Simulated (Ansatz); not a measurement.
## FePt: energy above lowest point as volume scale varies

Results calculated with Ansatz 0.2.0, not measured. Free energy against uniform scaling of the volume at fixed shape and fractions; periodic cell, basis, potentials, k mesh and filling as listed.

The cell before it is scaled or strained (space group P4/mmm, No. 123):
```
cell vectors (Å)
   2.7235     0.0000     0.0000
   0.0000     2.7235     0.0000
   0.0000     0.0000     3.7200
atoms (fractions of the cell vectors)
Fe  0.00000  0.00000  0.00000
Pt  0.50000  0.50000  0.50000
```

Settings of every row: functional PBE; dispersion none; potentials all-electron LAPW; k mesh 8x8x6; k shift 0x0x0; occupations fermi dirac; smearing width 0.05 eV; spin collinear.

Limits: coarse k mesh, up to 40 meV an atom off; state may not be the lowest; no spin-orbit coupling, which can matter with elements this heavy; with one magnetic atom in the cell only parallel moments are possible.

| row | volume scale | V (Å³/atom) | energy above lowest point (meV/atom) |
| --- | --- | --- | --- |
| 1 | 0.94 | 12.969 | 60.4 |
| 2 | 0.96 | 13.245 | 31.8 |
| 3 | 0.98 | 13.521 | 12.9 |
| 4 | 1 | 13.796 | 2.6 |
| 5 | 1.02 | 14.072 | 0 |
| 6 | 1.04 | 14.348 | ? |
| 7 | 1.06 | 14.624 | 14.8 |

Question: what energy above lowest point should row 6 give?

Worked fit of energy above lowest point. Take u = (V_r/V)^(2/3) − 1 with V_r = 13.659 Å³ an atom, which is twice the finite (Eulerian) strain; such expansions in the strain, on which the Birch-Murnaghan equation of state is built, carry the rest volume and the bulk modulus. The shown rows have u = 0.03516, 0.02073, 0.00679, -0.00663, -0.01966, -0.04449. Least squares give energy above lowest point = 6.71 + 761.8 × u + 21514 × u² + 6881 × u³ meV/atom; a parabola predicts inner rows, each left out in turn, worse (root mean square 0.14 against 0.024 meV/atom). All shown rows lie on it to the printed digit. The withheld row has u = -0.03228, so the fit gives 6.71 + 761.8 × (-0.03228) + 21514 × (-0.03228)² + 6881 × (-0.03228)³ = 4.3 meV/atom.

The calculation gave 4.3 meV/atom. The fit meets it to the printed digit.
